Question

The ZA (flexural) branch of graphene cannot decay by ZA+ZA → ZA, so four-phonon scattering is supposed to matter a lot. Textbooks say the four-phonon linewidth grows as T² at high temperature. Does that hold for ZA modes, and does it matter whether the sheet is free, stretched or pinned?

Answer

The occupation factors always supply (k_BT)², but for a quadratic branch the sum they multiply diverges at small momenta. If tension or pinning cuts it off you get T². If the sheet cuts it off itself, the model below gives T^(3/2).

1. The golden rule

Take H₄ = Σ V₄(1,2,3,4) A₁A₂A₃A₄, with A_q = b_q + b†_(−q), V₄ fully symmetric, momentum conservation inside V₄, and no 1/4! in front. Γ is the half width in angular frequency, so 1/τ = 2Γ. Four distinct modes can be matched to the four operators in 24 ways, so each amplitude is 24V₄. For the decay into three phonons an unrestricted sum counts each final state 3! times, giving 1/τ = (2π/ħ²)(576/6)Σ|V₄|²… = (192π/ħ²)Σ|V₄|²…. In the other two channels only two partners are interchangeable, so 1/2! replaces 1/3! and the weight is three times larger. Linearising loss minus gain in the occupation of the mode gives, for ω > 0,

Γ = (96π/ħ²) Σ₁₂₃ |V₄|² { [(n₁+1)(n₂+1)(n₃+1) − n₁n₂n₃] δ(ω−ω₁−ω₂−ω₃) + 3[n₁(n₂+1)(n₃+1) − (n₁+1)n₂n₃] [δ(ω+ω₁−ω₂−ω₃) − δ(ω−ω₁+ω₂+ω₃)] }.

These are splitting, redistribution and combination. With n = n(ω), the on-shell factors, signs included, are n₁n₂n₃/n, (n₁+1)n₂n₃/n and n₁(n₂+1)(n₃+1)/n. All are positive and all tend to (k_BT/ħ)² ω/(ω₁ω₂ω₃) classically. That is the T² law, valid if the remaining sum converges and does not depend on T.

2. The flexural vertex

Mirror symmetry h → −h allows only even numbers of flexural phonons in a vertex. For long waves I use membrane elasticity: ω = αq², α = √(κ/ρ), with bending rigidity κ, areal density ρ and 2D Young modulus Y. Eliminating the in-plane displacements statically leaves the energy (Y/8)∫d²r (P^T_ij ∂_ih ∂_jh)², where P^T projects transverse to the momentum k ≠ 0 carried by the pair. Symmetrised over the three pairings, for area S,

V₄ = (Y/24S) Π_i √(ħ/2ρω_i) Σ_pairings (k̂×p)²(k̂×p′)²,

with p and p′ one momentum from each pair. This vertex contains the exchange of virtual LA/TA phonons, which is of the same order as the bare quartic force constants; for a cylindrical buckle h(x) the two cancel.

3. Hard phonon, soft partners

Let the phonon q go to q−k with two soft partners p and k−p, all much smaller than q.

- The pairing hard-hard/soft-soft gives (k̂×q)²(k̂×p)². The other two are smaller by about (p/q)².
- The hard partner can sit in 3, 2 and 1 slots of the three channels, so the weights are 3 : 6 : 3, in total 12.
- Each occupation factor becomes (k_BT/ħ)²/(ω₁ω₃), with 1 and 3 soft. Only the soft modes need to be classical.
- Each delta function becomes δ(v k_∥), v = 2αq, so k ⟂ q.

With G_p = k_BT/(ρω_p²) and Π(k) = ∫d²p/(2π)² (k̂×p)⁴ G_p G_(k−p), the constants combine as 96π·12/(576·16·4π²) = 1/(32π), and

Γ = Y²q⁴/(32πρ²ω²v) ∫dk Π(k), or Γ/ω = Y²/(64πκ²q³) ∫dk Π(k),

with k running from −∞ to ∞ along the line perpendicular to q. The hard phonon scatters off a frozen random stress made by the soft ripples.

For G = k_BT/(κp⁴) the integral is Π = 3(k_BT)²/(16πκ²k²), so ∫dk Π diverges as 1/k_min. With a cutoff q_c write ∫dk Π = c(k_BT)²/(κ²q_c). Defining q*² = 3Yk_BT/(32πκ²),

Γ/ω = (16πc/9) q*⁴/(q³q_c).

4. Three ways to cut it off

With x along q, the k integral factorises: ∫dk Π = (1/4π²)∫dp_x p_x⁴ [∫dp_y G]².

Stretched, tension σ: G = k_BT/[κp²(p²+q_c²)], q_c² = σ/κ. In units of q_c the inner integral is π(1/|x| − 1/√(1+x²)), and c = (π − 8/3)/4 = 0.1187.

Pinned by a symmetric spring with gap ω₀ = αq_c²: G = k_BT/[κ(p⁴+q_c⁴)]. The inner integral is π Im(x²−i)^(−1/2), and c = [π√2/4 − Γ(1/4)²/(12√π)]/4 = 0.1232, Γ(1/4) being the gamma function.

Free: lowest order fails and the interaction screens itself. Treat F_k, the Fourier component of P^T_ij ∂_ih ∂_jh, as Gaussian with variance 2Π/S (random-phase approximation). Its Boltzmann weight exp(−YS|F_k|²/4k_BT) per pair ±k turns Π into Π/(1 + YΠ/2k_BT), which is ∝ 1/(k²+q*²). Then q_c = q*, c = 3/16 and

Γ/ω = (π/3)(q*/q)³.

This row goes beyond the golden rule by resumming it.

5. Numbers

Typical inputs for graphene: Y ≈ 340 N/m = 21.2 eV/Å², κ ≈ 1.4 eV, ρ ≈ 7.6×10⁻⁷ kg/m². Then ħα = 35.8 meV Å², and for q = 0.8 Å⁻¹ ħω = 22.9 meV (5.5 THz). Static elimination needs soft momenta well below c_TA/α, which is 2.6 Å⁻¹ for an approximate c_TA of 14 km/s. q* is 0.0646 Å⁻¹ at 150 K and 0.0914 Å⁻¹ at 300 K. For the other rows I choose q_c = 0.20 Å⁻¹, meaning σ = 0.90 N/m or ħω₀ = 1.4 meV.

regime             | c      | ħΓ 150 K | ħΓ 300 K | ratio | τ 300 K | tail
free, lowest order | -      | diverges | diverges | -     | -       | -
free, screened     | 0.1875 | 13 μeV   | 36 μeV   | 2.8   | 9 ps    | 7%
stretched          | 0.1187 | 2.6 μeV  | 10 μeV   | 4     | 32 ps   | 25%
pinned             | 0.1232 | 2.7 μeV  | 11 μeV   | 4     | 31 ps   | 24%

"Tail" is the share 3q_c/(8πcq) of ∫dk Π coming from |k| > q at 300 K, where the hard/soft split is invalid.

6. Reading the trend

The vertex and the occupation factors are the same in every row. Each soft leg brings 1/ω from the squared amplitude and 1/ω from its occupation, so two legs give p⁻⁸. The vertex returns p⁴, the phase space p⁴, and the delta function costs 1/(qp). The net power 1/p is the 1/q_c above.

Stretched and pinned sheets differ little at equal q_c, since only c changes. Both follow T², with Γ ∝ σ^(−1/2) or ω₀^(−1/2). In the free sheet q_c = q* ∝ √T, so heating removes part of the phase space: T²/√T = T^(3/2), a ratio of 2.8 instead of 4. The crossover is at σ ≈ κq*², which is 0.19 N/m at 300 K. In all rows Γ ∝ 1/q, so the line broadens toward long wavelengths, and the free-sheet result ceases to apply when q approaches q*, where Γ ~ ω.

7. How far to trust it

- The golden rule needs Γ ≪ vq_c. For the free sheet ħvq* = 5.2 meV against 36 μeV, which is safe.
- The tail column estimates the size of the processes with all partners hard. The classical form also fails there, since ħαk² = k_BT at 0.60 Å⁻¹ (150 K) and 0.85 Å⁻¹ (300 K).
- In the T² rows the next order is controlled by (q*/q_c)², 0.10 at 150 K and 0.21 at 300 K. Screening alone has YΠ(0)/2k_BT = q*²/(2q_c²) = 0.10 (stretched) and πq*²/(8q_c²) = 0.08 (pinned) at 300 K. It lowers Γ, more so when hot, so the exponent is somewhat below 2.
- In the free row the soft modes stiffen. The unscreened first-order result is δκ/κ = 2q*²/p², of order one at p ≈ q*. This lowers Π, so π/3 is likely too large by a factor of order one. The scaling survives, because q* is the only soft scale.
- The free ħΓ goes as κ^(−5/2); κ = 1.1 eV would raise it by a factor 1.8.
- A real substrate breaks the mirror symmetry, opens three-phonon and leakage channels, and typically gives a gap of several meV. The pinned row is an idealisation.
- These events deflect the phonon by about k/q. A transport weight k²/2q² removes the small-k enhancement, so this Γ is a spectral width and cannot be put into a thermal conductivity.

The entries are the model's, for this one channel, and they omit the allowed three-phonon process ZA+ZA ↔ LA/TA. Atomistic calculations typically put room-temperature ZA lifetimes at a few THz in the tens of picoseconds, so the free-sheet 9 ps is probably too short by a factor of a few. The neglected stiffening acts in that direction, and so does a finite cell or momentum mesh, which supplies its own q_c.